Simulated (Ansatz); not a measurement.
# FePt: energy above lowest point and pressure against volume scale

Free energy against uniform scaling of the volume at fixed shape and fractions; periodic cell, basis, potentials, k mesh and filling as listed. The results are calculated, by Ansatz 0.2.0.

The cell before it is scaled or strained (space group P4/mmm, No. 123):
```
FePt
1.0
      2.7325     0.0000     0.0000
      0.0000     2.7325     0.0000
      0.0000     0.0000     3.7324
Fe Pt
1 1
Direct
  0.00000 0.00000 0.00000
  0.50000 0.50000 0.50000
```

Settings of every row: functional PBE; dispersion none; potentials PAW; wave cutoff 500 eV; density cutoff 2000 eV; k mesh 10x10x7; k shift 0x0x0; occupations cold; smearing width 0.1 eV; spin collinear.

Limits: coarse k mesh, up to 40 meV an atom off; state may not be the lowest; no spin-orbit coupling, which can matter with elements this heavy; with one magnetic atom in the cell only parallel moments are possible.

| row | volume scale | V (Å³/atom) | energy above lowest point (meV/atom) | pressure (GPa) |
| --- | --- | --- | --- | --- |
| 1 | 0.9406 | 13.106 | 42.6 | 16.27 |
| 2 | 0.9703 | 13.52 | 11.6 | 7.99 |
| 3 | 1 | 13.934 | 0 | 1.23 |
| 4 | 1.0297 | 14.348 | ? | ? |
| 5 | 1.0594 | 14.762 | 22 | -9.16 |

Question: what energy above lowest point and pressure should row 4 give?

Worked fit of energy above lowest point. Take u = (V_r/V)^(2/3) − 1 with V_r = 13.727 Å³ an atom, which is twice the finite (Eulerian) strain; such expansions in the strain, on which the Birch-Murnaghan equation of state is built, carry the rest volume and the bulk modulus. The shown rows have u = 0.03134, 0.01018, -0.00993, -0.04731. Least squares give energy above lowest point = 3.66 + 591.2 × u + 20707 × u² meV/atom; a straight line predicts inner rows, each left out in turn, worse (root mean square 20 against 0.44 meV/atom). The rows lie off it by 0.1, -0.2, 0.2, 0.0. The withheld row has u = -0.02907, so the fit gives 3.66 + 591.2 × (-0.02907) + 20707 × (-0.02907)² = 4.0 meV/atom.

The calculation gave 4.3 meV/atom. The fit lies 0.3 meV/atom (7 % of the value, 0.7 % of the column's range) below it; its largest miss of a shown row is 0.2 meV/atom.

Worked fit of pressure. Take u = (V_r/V)^(2/3) − 1 with V_r = 13.727 Å³ an atom, which is twice the finite (Eulerian) strain; such expansions in the strain, on which the Birch-Murnaghan equation of state is built, carry the rest volume and the bulk modulus. The shown rows have u = 0.03134, 0.01018, -0.00993, -0.04731. Least squares give pressure = 4.46 + 340.94 × u + 1125.1 × u² GPa; a straight line predicts inner rows, each left out in turn, worse (root mean square 1.1 against 0.12 GPa). The rows lie off it by 0.02, -0.06, 0.04, -0.01 (root mean square 0.038 GPa). The withheld row has u = -0.02907, so the fit gives 4.46 + 340.94 × (-0.02907) + 1125.1 × (-0.02907)² = -4.50 GPa.

The calculation gave -4.39 GPa. The fit lies 0.11 GPa (2.5 % of the value, 0.43 % of the column's range) below it; its largest miss of a shown row is 0.06 GPa.
